# Five images from the path of a proton

A gallium atom carries two hydrogen atoms, an amide group NH₂ and a water molecule. One proton of the water moves to the amide, so that H₂Ga(NH₂)(OH₂) becomes H₂Ga(OH)(NH₃). The water is already bound to gallium at the start, and the ammonia is still bound at the end. What happens in between is a proton transfer within one molecule.

The path was found as a band of seven images, which are successive geometries of the molecule numbered from the start, row 1, to the end, row 7. Neighbouring images are tied by springs that keep them apart while each relaxes sideways onto the easiest route. The highest image is freed from its springs and driven uphill along the path until it sits on the barrier. Five of the seven images are shown here in shuffled order.

Proton transfer in the neutral singlet molecule GaH₆NO, computed with Ansatz 0.2.0 at the restricted PBE-D4/def2-TZVP level. The climbing-image nudged elastic band has five images between two relaxed ends and was converged to a largest force component below 0.05 eV/Å. Energies are electronic, without zero-point terms, and are counted from the start. Candidates: 1, 2, 7, 3, 5.

```
row  energy over the start (eV)  path length (Å)  band force (eV/Å)
  A                       0.020            0.234              0.025
  B                      -0.515            1.711                n/a
  C                       0.000            0.000                n/a
  D                       0.063            0.469              0.018
  E                      -0.414            1.090              0.032
```

The energy is counted from the start. The path length is measured along the band from the start to the image in question; in each step the movements of all atoms are combined as the root of the sum of their squares. The band force is the largest force component left on an image when the search stopped, and the two ends have none because they were relaxed beforehand and then held fixed. Two facts about the band may be used: its energy has a single maximum, and the highest image is among the five.

## (a) How far do the energies lead?

Cover the column of path lengths. Assign the five letters to the candidate rows as far as the energies and band forces allow, and say which assignments remain open.

**Solution.** The ends come first. Image C has zero energy and no band force, so it is the start, row 1. Image B is the only other one without a band force, so it is the end, row 7. Its energy of −0.515 eV says that the proton transfer runs downhill.

Image D, at 0.063 eV, is the highest and therefore the top of the barrier. Image E lies at −0.414 eV, far below the start. A path with a single maximum climbs from zero until it reaches the top, so no image before the top can lie below the start. E therefore belongs to the descent.

Image A is the difficult one. At 0.020 eV it lies between the start and the top in energy, and the path passes through that height twice, once going up and once coming down. The order may be C, A, D, E, B or C, D, A, E, B, and both have a single maximum. E is row 5 in either case, but A and D could exchange rows 2 and 3.

The band force offers no way out. D has the smallest value of the three inner images, and a saddle point is a place where the force vanishes, but this would only name D as the top once more, without giving its number. Even as a sign of the top the clue is unreliable. On an ordinary image the search removes the force across the path, while the pull along the path is left out of account and the springs set the spacing. A small band force therefore says that an image has settled onto the route, and it doesn't say that the route is level there.

Chemical sense doesn't decide the matter either. A strongly downhill step should have its top near the start, but rows 2 and 3 both lie in the first half of the band. The energies thus fix C, B and E, and they identify D as the top without giving its number.

## (b) What does the path length settle?

Uncover the path lengths. Complete the assignment, and find a second argument for the place of E that uses only the spacing of the images.

**Solution.** A lies 0.234 Å along the path and D lies at 0.469 Å. A therefore comes before the top, on the way up, which makes it row 2 and D row 3. The ambiguity is gone, and all five assignments are now sure.

The spacing supports the place of E. Because the top image is freed from its springs, the images before it and those after it spread out evenly, each group with its own step. From D to E the path length grows by 1.090 − 0.469 = 0.621 Å, and from E to B by 1.711 − 1.090 = 0.621 Å. E stands exactly halfway down the descent, and the image halfway between row 3 and row 7 is row 5.

The rows with their labels:

```
row  energy over the start (eV)  path length (Å)  band force (eV/Å)
  1                       0.000            0.000                n/a
  2                       0.020            0.234              0.025
  3                       0.063            0.469              0.018
  4                      -0.169            0.779              0.018
  5                      -0.414            1.090              0.032
  6                      -0.495            1.400              0.015
  7                      -0.515            1.711                n/a
```

The labelled table also shows why the band force had to be set aside. Row 4 has the same band force as the top, and row 6 has a smaller one, yet neither is a saddle point. Between rows 3 and 4 the energy drops by 0.232 eV within 0.310 Å, a mean slope of about 0.75 eV/Å. That is more than twenty times the largest band force in the table.

What does mark row 3 as a saddle is a separate calculation of the vibrations there. It finds one direction in which the energy curves downward, as a mountain pass has along the trail, and upward curvature in the others.

## (c) Is the top early or late, and why?

Describe the bonds at the top. Then estimate from the energies alone where along the path the top should lie, and compare the result with the table.

**Solution.** The top is early. It lies at 27% of the path, and the proton hasn't yet left its oxygen. The O–H bond that is to break has stretched from 1.01 Å in the bound water to only 1.17 Å. The N–H distance has already covered a little over half of its change, but it must still shorten by 0.37 Å. At the highest point the proton still belongs mainly to oxygen.

The bonds to gallium change along with the transfer. Bound water holds on to gallium through a lone pair, and once the water has given up a proton it becomes hydroxide, which binds much more tightly. The Ga–O distance accordingly shrinks from 2.21 to 1.86 Å. The amide goes the other way: as ammonia it holds on only through a lone pair, and Ga–N grows from 1.92 to 2.18 Å. At the top both distances have covered less than half of their change, so the gallium side is early as well.

The reason for an early top can be seen in a simple picture. Let one parabola describe the energy of the molecule as it is distorted away from the start, and let an equal parabola, centred on the end, describe the distortion away from the product. The barrier lies where the two curves cross. If the product curve is lowered as a whole, the crossing slides down the start curve towards the start. A more downhill reaction thus has a lower barrier and an earlier top. The link between a downhill step and an early top is known to chemists as Hammond's postulate.

The picture gives a number without any fitting. Let L be the length of the whole path, x the position of the top and k the common stiffness of the parabolas. Seen from the start, the crossing has the height kx², which is the forward barrier of 0.063 eV. Seen from the end, it has the height k(L − x)², which is the backward barrier of 0.063 + 0.515 = 0.578 eV.

Dividing the second height by the first removes the stiffness:

(L − x)/x = √(0.578/0.063) ≈ 3.0

x/L ≈ 1/(1 + 3.0) ≈ 0.25

The estimate places the top at a quarter of the path, close to the computed 27%. Only the two barriers went into it, so the position is a fair comparison, although a single one. The agreement doesn't show that the real curves are parabolas.

The shape of the descent in fact shows where the picture fails. Two crossing parabolas meet in a sharp peak, and the fall would be steepest immediately behind it. The computed path has a rounded top instead, and it falls slightly faster from row 4 to row 5 than from row 3 to row 4. The picture is useful for the place of the top and poor for the form of the energy curve around it.

It remains to explain why the reaction runs downhill at all. The known chemistry of acids and bases gives the direction: ammonia is a far weaker acid than water, so an amide takes a proton from water readily. Gallium acts on both partners. It draws electrons from the bound water, which makes its protons easier to remove, but it also ties up electrons of the amide, which makes the amide a weaker base. The computed energies are totals and don't show which effect is larger, so the explanation rests on general chemistry.

The same reasoning can be carried to a neighbouring molecule in which the amide is replaced by hydroxide, H₂Ga(OH)(OH₂). A proton that moves from the water to the hydroxide leads back to the same molecule with the two oxygen atoms exchanged. Start and end then have equal energies, and on a symmetric path the top lies halfway. With parabolas of the same stiffness and spacing the barrier would also be higher, because nothing pulls the crossing down. The reverse of the present reaction shows the opposite extreme: seen from the ammonia side, the top is late, at 73% of the path.

The step has a counterpart in electronics, where films of gallium oxide can be grown from gallium amides and water. Each amide group has to pick up a proton before it can leave as an amine. In this small model the transfer is easy once water is bound. The result says nothing about how fast a film grows, because the arrival of the water and the departure of the ammonia lie outside the path.

Even for the transfer itself, the direction is much safer than the height of the barrier. Closed-shell orbitals suit a proton transfer, in which the electron pairs stay together, but no test of their stability is reported here. The computed barrier is only about two and a half times the thermal energy at room temperature. Density functionals of the kind used here usually make proton transfers too easy, so a better one would probably raise it. Zero-point motion, which these energies leave out, usually acts the other way, because the stiff O–H vibration is loosened at the top; the lowering is often roughly 0.1 eV. Each correction can be larger than the barrier, and they pull in opposite directions. Whether the proton in the real molecule meets any barrier at all, or simply slides across to the nitrogen as soon as the water is bound, is the question that these seven images leave open.
